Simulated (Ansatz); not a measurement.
# Abstraction of F: C2H2F4 + C2HF4O → C2H2F3 + C2HF5O

Species: C2H2F4 (norflurane) `FCC(F)(F)F`, singlet; C2HF4O `F[C](F)OC(F)F`, doublet; C2H2F3 `[CH2]C(F)(F)F`, doublet; C2HF5O ((difluoromethoxy)(trifluoro)methane) `FC(F)OC(F)(F)F`, singlet. A radical takes F: the energy is the difference in strength between two C–F bonds in different surroundings.

Shapes, held fixed at every level: PBE0-D4/def2-TZVP. Flexible molecules stand in one conformer, not always the lowest. Programs: Ansatz 0.2.0. Electronic energies: no zero-point or thermal term.

```json
{"level": "PBE-D4/def2-TZVPP", "kind": "GGA", "ΔE (kJ/mol)": "-54.8", "less CCSD(T)/CBS estimate": "+14.3"}
{"level": "PBE0-D4/def2-TZVPP", "kind": "global hybrid", "ΔE (kJ/mol)": "-64.2", "less CCSD(T)/CBS estimate": "+4.9"}
{"level": "wB97M-V/def2-TZVPP", "kind": "range-separated hybrid", "ΔE (kJ/mol)": "-73.1", "less CCSD(T)/CBS estimate": "-4.0"}
{"level": "wB97X-V/def2-TZVPP", "kind": "range-separated hybrid", "ΔE (kJ/mol)": "-64.9", "less CCSD(T)/CBS estimate": "+4.2"}
{"level": "B2PLYP/def2-TZVPP", "kind": "double hybrid", "ΔE (kJ/mol)": "-62.9", "less CCSD(T)/CBS estimate": "+6.2"}
{"level": "CCSD/def2-TZVPP", "kind": "coupled cluster or CI", "ΔE (kJ/mol)": "-72.7", "less CCSD(T)/CBS estimate": "-3.6"}
{"level": "CCSD(T)/CBS estimate", "kind": "coupled cluster or CI", "ΔE (kJ/mol)": "-69.1", "less CCSD(T)/CBS estimate": "0.0"}
```

The highest level, CCSD(T)/CBS estimate, gives ΔE = -69.1 kJ/mol; the levels span -73.1 to -54.8. The column of differences is taken from that level and isn't an error. No measured value is set beside it here. Open shells run unrestricted unless RO is named. The CBS estimate extrapolates MP2 from def2-TZVPP and def2-QZVPP and adds CCSD(T) − MP2 in the triple-zeta set, cores frozen.

Every level makes fluorine transfer exothermic, so the C–F bond formed at the difluoromethoxy-substituted carbon is stronger than the one broken in the CH2F group of norflurane. The main reason is probably the accumulation of fluorine and oxygen on one carbon. In the product, lone pairs on these atoms donate into neighbouring σ* C–F and C–O orbitals, and the strongly positive carbon attracts the fluorines electrostatically. The CH2F carbon carries only one fluorine and lacks this geminal stabilisation. Lone-pair donation also stabilises the attacking radical, but evidently not enough to offset the gain on forming the new bond.

The direction of the reaction is therefore secure, while its magnitude depends on the method. PBE gives the weakest driving force, probably because it balances the geminal stabilisation of radical and product less well. The two range-separated hybrids fall on opposite sides of the highest level, so functional class alone does not fix the deviation. The favourable energy does not imply a fast reaction, since abstraction of fluorine by carbon radicals usually faces a high barrier.
